\section*{What can one turn so that Pb$_2$ binds in Thomas--Fermi theory?}

Take two neutral atoms with $Z=82$ at $R=0.29$ nm, a typical bond length for this pair. I shall change one thing at a time: the nuclear charges, the distance, the spin degeneracy, the functional. Each time I ask for the sign and the size of the change in $\Delta E(R)=E(AB)-E(A)-E(B)$, first by argument and then by calculation. The model is non-relativistic with clamped point nuclei, $\rho$ is the electron number density, $a_0$ the Bohr radius and $E_h=e^2/4\pi\varepsilon_0a_0$.

\subsection*{The theorem}

The energy is $c_F\int\rho^{5/3}d^3r$ plus all Coulomb terms, nuclear repulsion included, with $c_F=(3\hbar^2/10m_e)(3\pi^2)^{2/3}$. The neutral system is the absolute minimum over all densities, its chemical potential is zero, and the total electrostatic potential $\phi\ge0$ obeys
\begin{equation}
\tfrac53c_F\rho^{2/3}=e\phi,\qquad \nabla^2\phi=\frac{e}{\varepsilon_0}\Big[\rho-\sum_kZ_k\,\delta(\mathbf r-\mathbf R_k)\Big].
\end{equation}
Compare $\phi$ with the potential $\phi_A$ of atom $A$ alone. Suppose $\psi=\phi-\phi_A$ were negative on some set. There $\rho<\rho_A$, so $\nabla^2\psi<0$. The singularities at nucleus $A$ cancel, and nucleus $B$, where $\psi=+\infty$, lies outside the set. A superharmonic function that vanishes on the boundary and at infinity cannot be negative, so the set is empty. The same argument with $(a+b)^{3/2}\ge a^{3/2}+b^{3/2}$ gives a ceiling:
\begin{equation}
\max(\phi_A,\phi_B)\le\phi\le\phi_A+\phi_B ,
\end{equation}
and the strong maximum principle makes both inequalities strict. The energy is stationary in $\rho$, so $\partial E/\partial Z_A$ is $e$ times the potential at nucleus $A$ with that nucleus's own field removed. Subtracting the same statement for the atom,
\begin{equation}
0<\frac{\partial\Delta E}{\partial Z_A}=e\,(\phi-\phi_A)\big|_{\mathbf R_A}<e\,\phi_B(R).
\label{teller}
\end{equation}
At $Z_A=0$ there is no atom $A$ and $\Delta E=0$. Integrating upward gives $\Delta E>0$ at every finite $R$. This is Teller's theorem of 1962, made rigorous by Lieb and Simon.

\medskip\noindent\textbf{Question.} \emph{You add electrons along with protons. Why does that cost nothing in the derivative?}

Because $\partial E/\partial N$ is the chemical potential, which vanishes for the neutral molecule and for the neutral atoms alike.

\subsection*{Signs from scaling}

Lengths scale as $Z^{-1/3}$ and energies as $Z^{7/3}$. If $c_F$ is multiplied by $\gamma$, lengths grow by $\gamma$ and energies shrink by $\gamma$. For the homonuclear pair
\begin{equation}
\Delta E=\gamma^{-1}Z^{7/3}E_h\,f\!\big(Z^{1/3}R/\gamma a_0\big),
\end{equation}
so a single local exponent $\nu=-\partial\ln\Delta E/\partial\ln R$ governs three responses:
\begin{equation}
\frac{\partial\ln\Delta E}{\partial\ln R}=-\nu,\qquad
\frac{\partial\ln\Delta E}{\partial\ln Z}=\frac{7-\nu}{3},\qquad
\frac{\partial\ln\Delta E}{\partial\ln\gamma}=\nu-1 .
\label{resp}
\end{equation}
Teller's positive derivative now says $\nu<7$ everywhere: $R^7\Delta E$ increases with $R$. Brezis and Lieb showed in 1979 that it tends to a finite constant $D$, which by scaling is independent of $Z$. At small $R$ the bare repulsion dominates and $\nu\to1$. The predictions are therefore these. Heavier nuclei repel more, but with a ceiling $D/R^7$. Stretching lowers the repulsion more slowly than $R^{-7}$. A stiffer electron gas raises it wherever $\nu>1$.

\subsection*{Size from the midplane}

The atom has $\phi=Ze\,\chi(x)/4\pi\varepsilon_0r$ with $x=r/b$, $b=\tfrac12(3\pi/4)^{2/3}Z^{-1/3}a_0$, which is 10.8 pm for Pb, and $\chi''=\chi^{3/2}x^{-1/2}$, $\chi(0)=1$, $\chi(\infty)=0$. Sommerfeld's solution $144/x^3$ lies above $\chi$ and corresponds to $e\phi_S=AE_h(a_0/r)^4$ with $A=81\pi^2/8=99.93$. Integrating (\ref{teller}) over $Z_A$ at fixed $Z_B$ gives $\Delta E<Ze\phi_S(R)=39.6$ aJ at 0.29 nm, which is true and loose.

A useful bound comes from below. The gas has pressure
\begin{equation}
P=\tfrac25\rho\,e\phi=\frac{4\sqrt2}{15\pi^2}\frac{E_h}{a_0^3}\Big(\frac{e\phi}{E_h}\Big)^{5/2},
\end{equation}
and $\nabla P=e\rho\nabla\phi$ is hydrostatic equilibrium. Balance momentum in the half-space that holds one nucleus. By symmetry the normal field vanishes on the midplane, and a tangential field $\mathcal E_\parallel$ pushes, so
\begin{equation}
F=-\frac{d\Delta E}{dR}=\int_{\rm midplane}\Big[P+\tfrac12\varepsilon_0\mathcal E_\parallel^2\Big]dS>0 .
\label{force}
\end{equation}
This reflection-plane view goes back to Bal\`azs in 1967. It adds $\nu>0$: the curve has no local minimum either.

Drop the field term and use $\phi\ge\phi_A$. We still need a floor under $\chi$, and Sommerfeld's interpolation supplies one:
\begin{equation}
\chi_*=\frac{144}{x^3}(1+w)^{-3/\lambda},\qquad w=\Big(\frac{144}{x^3}\Big)^{\lambda/3},\qquad \lambda=\frac{\sqrt{73}-7}{2}=0.772 .
\end{equation}
It has $\chi_*(0)=1$. With $v=w/(1+w)$ and $\lambda^2+7\lambda=6$, differentiation gives
\begin{equation}
\frac{x^2\chi_*''}{\chi_*}=(1-v)\big[12-(9+3\lambda)v\big],\qquad x^{3/2}\chi_*^{1/2}=12(1-v)(1-v)^{q},
\end{equation}
where $q=3/(2\lambda)-1=(9+3\lambda)/12$ lies between 0 and 1. Bernoulli's inequality $(1-v)^q\le1-qv$ then yields $\chi_*''\ge\chi_*^{3/2}x^{-1/2}$. Wherever $\chi_*>\chi$ the difference would be convex and zero at both ends, which is impossible, so $\chi_*\le\chi$.

Let $\phi_*$ be the atomic potential built from $\chi_*$. On the midplane $dS=2\pi r\,dr$ with $r\ge R/2$ the distance to a nucleus. Integrating the force from $R$ to infinity and exchanging the order of integration,
\begin{equation}
\Delta E\ge\Delta E_L=2\pi\int_{R/2}^\infty P(\phi_*)\,r\,(2r-R)\,dr=\frac{D_L}{R^7}\,G,
\end{equation}
\begin{equation}
G=56\int_1^\infty\big(s^{-8}-s^{-9}\big)\big(1+w_0s^{-\lambda}\big)^{-15/(2\lambda)}ds,\qquad D_L=\frac{39366\,\pi^4}{35}E_ha_0^7,
\end{equation}
with $s=2r/R$ and $w_0$ the value of $w$ at $r=R/2$. Numerically $D_L=1.096\times10^5E_ha_0^7=5.55\times10^{-85}$ J\,m$^7$, a lower bound on $D$.

For Pb$_2$ at 0.29 nm the midpoint has $x=13.4$ and $w_0=0.483$. Then $G=0.0424$, $D_L/R^7=3.22$ aJ and $\Delta E_L=0.137$ aJ, or 0.85 eV. The force is at least 2.3 nN, and the exponent of the bound is $\nu_L=4.97$.

\medskip\noindent\textbf{Question.} \emph{How far below the true Thomas--Fermi value is that?}

Possibly by a factor of several. The midplane potential may approach $2\phi_A$, which would multiply the pressure term by up to $2^{5/2}=5.7$. The field term, evaluated with $\phi_S$, is exactly one third of the pressure term evaluated the same way. The gap between $\chi_*$ and $\chi$ adds to both. Every absolute value below is a strict lower bound for the model. The ratios are estimates: $\Delta E_L$ has the exact scaling form and the exact limiting power, but its $\nu_L$ need not equal $\nu$.

\subsection*{Changes within the theory}

From (\ref{resp}) with $\nu_L=4.97$ the charge exponent is 0.68 and the stiffness exponent 3.97. The column of predicted factors holds these exponents fixed. The computed column redoes the integral. For the stiffness I allow one spin state instead of two, a thought experiment with $\gamma=2^{2/3}=1.587$.

\begin{center}
\begin{tabular}{lccc}
change & predicted factor & computed factor & $\Delta E_L$ (aJ)\\ \hline
$Z=82\to83$ (Bi$_2$) & 1.008 & 1.008 & 0.138\\
$Z=82\to50$ (Sn$_2$) & 0.71 & 0.71 & 0.096\\
$Z\to\infty$ & finite & 24 & 3.22\\
$R=0.29\to0.32$ nm & 0.61 & 0.61 & 0.083\\
one spin state & 6.3 & 5.6 & 0.76\\
\end{tabular}
\end{center}

The charge response is weak. The total energy goes as $Z^{7/3}$, yet the interaction goes as about $Z^{2/3}$, because the outer region is partly on its way to the $Z$-independent Sommerfeld form. It is only partly there: the limit lies 24 times higher, since the relative correction to $\chi$ decays as slowly as $x^{-0.772}$ and enters the pressure with the power $5/2$. Lead at a chemical distance is not in the $R^{-7}$ regime. In the spin row the fixed exponent overshoots, because a stiffer gas moves the pair to a smaller scaled distance, where $\nu_L$ is lower. In the asymptotic regime the factor would be $\gamma^6=16$.

\medskip\noindent\textbf{Question.} \emph{What if only one atom changes, as in PbBi? Your mirror plane is gone.}

The mirror is gone, but (\ref{teller}) holds for any pair, so the sign is positive. At the symmetric point the derivatives with respect to $Z_A$ and $Z_B$ are equal, so one added proton gives half of the Bi$_2$ response to first order, about 0.4 per cent. Moving charge from one nucleus to the other at fixed sum has no first-order effect.

\subsection*{Adding Dirac exchange}

The local energy density becomes $j=c_F\rho^{5/3}-c_x\rho^{4/3}$ with $c_x=\tfrac34(3/\pi)^{1/3}e^2/4\pi\varepsilon_0$. Exchange favours merging densities, so one expects less repulsion. The pressure is
\begin{equation}
P=\rho j'-j=\tfrac23c_F\rho^{5/3}\Big[1-(\rho_0/\rho)^{1/3}\Big],\qquad \rho_0=\Big(\frac{c_x}{2c_F}\Big)^3=\frac{125}{192\pi^5a_0^3}=14.4\ {\rm nm^{-3}} .
\end{equation}
The energy per electron $j/\rho$ is least at $\rho_0$, so the gas never spreads thinner. The density drops from $\rho_0$ to zero at a finite radius, where $\phi=0$ for a neutral atom, and the chemical potential of a neutral system is the constant $j(\rho_0)/\rho_0$. The relation between $\rho$ and $\phi$ is still local, the same for atom and molecule, and non-decreasing, which is all that the lower comparison used. In (\ref{force}) the pressure is still non-negative. One thing does change: the inequality weakens to $\Delta E\ge0$, with equality once the spherical neutral atoms no longer overlap.

The size is not small. From $\phi_*$ the one-atom density at the midpoint is 153 nm$^{-3}$, and at that density exchange removes the fraction $(\rho_0/\rho)^{1/3}=0.45$ of the pressure. This holds the density fixed, which self-consistency would not. The estimate is a reduction of order one half, and the theorem forbids a change of sign.

\medskip\noindent\textbf{Question.} \emph{Gordon and Kim found wells in 1972 with these local terms. Is that a counterexample?}

No. They superposed frozen atomic densities with exponential tails, which do not minimise this functional. Model two facing tails as $\rho_me^{\pm\kappa z}$, so that $\rho=2\rho_m\cosh\kappa z$. Per unit area the overlap changes a term $\rho^{\sigma}$ by $(\rho_m^\sigma/\kappa)I_\sigma$ with
\begin{equation}
I_\sigma=\int_{-\infty}^\infty\big[(2\cosh u)^\sigma-2\cosh\sigma u\big]du=\frac{\Gamma(-\sigma/2)^2}{2\,\Gamma(-\sigma)},\qquad 1<\sigma<2,
\end{equation}
which gives $I_{5/3}=9.253$ and $I_{4/3}=2.650$. Exchange beats kinetic energy only for $\rho_m<(2I_{4/3}/I_{5/3})^3\rho_0=2.7$ nm$^{-3}$. Even twice that is below $\rho_0$, in the range the self-consistent solution never occupies.

\subsection*{Adding a Weizs\"acker term}

Now add $T_W=(\lambda_W\hbar^2/8m_e)\int|\nabla\rho|^2/\rho\,d^3r$. The Euler equation acquires $\nabla^2\sqrt\rho$, so $\rho$ at a point is no longer fixed by $\phi$ there and the comparison argument fails. The sign of the new effect can be foreseen. The integrand is convex and homogeneous of degree one in $\rho$, hence subadditive, whereas $\rho^{5/3}$ is superadditive. Overlap flattens the density and lowers $T_W$. On the midplane, where $\partial_z\rho=0$, the term contributes a normal stress $-(\lambda_W\hbar^2/4m_e)\,\partial_z^2\rho$, a tension at a density minimum along the axis.

The atomic tails are now exponential, so the planar model has the right form. The integrand changes by $\rho'^2/\rho-\kappa^2\rho=-2\rho_m\kappa^2/\cosh\kappa z$, and per unit area
\begin{equation}
\Delta T=\frac{c_FI_{5/3}}{\kappa}\rho_m^{5/3}-\frac{\pi\lambda_W\hbar^2\kappa}{4m_e}\rho_m ,
\end{equation}
which is negative for
\begin{equation}
\rho_m<\rho_*=\Big(\frac{\pi\lambda_W\hbar^2\kappa^2}{4m_ec_FI_{5/3}}\Big)^{3/2}.
\end{equation}
As an illustrative input take $\kappa=2\sqrt{2m_eI_p}/\hbar=28$ nm$^{-1}$, from an approximate ionisation energy $I_p$ of 7.4 eV for lead. The self-consistent decay constant would differ and would depend on $\lambda_W$. The model gives $\rho_*=112$ nm$^{-3}$ for $\lambda_W=1$ and 4.1 nm$^{-3}$ for the gradient-expansion value $\lambda_W=1/9$. At large enough $R$ the linear term always wins. The electrostatic energy of the superposed neutral atoms also helps there: $\phi_A$ is subharmonic away from its nucleus, so the electron shells of $B$ that do not reach nucleus $A$ feel on average more of it than nucleus $B$ does. A superposed density bounds the molecular energy from above, so a negative sum means binding. Shrinking $\lambda_W$ at fixed $\kappa$ pushes the kinetic crossover to lower density as $\lambda_W^{3/2}$, that is to larger distance.

\medskip\noindent\textbf{Question.} \emph{And the real molecule?}

The repulsion of at least 0.137 aJ at 0.29 nm belongs to the model. As typical knowledge, Pb$_2$ is bound near that distance by roughly 0.8 eV, or 0.13 aJ, so plain Thomas--Fermi theory misses in sign, by the well depth plus its own repulsion. Shell structure, relativity and spin--orbit coupling, all absent here, act on that same energy scale in the valence region of lead. Of the changes tried, those of charge, distance, spin degeneracy and local exchange rescale the repulsion or cut it off at zero, and only the gradient term removes the local monotone link between $\rho$ and $\phi$ on which the positive sign rests.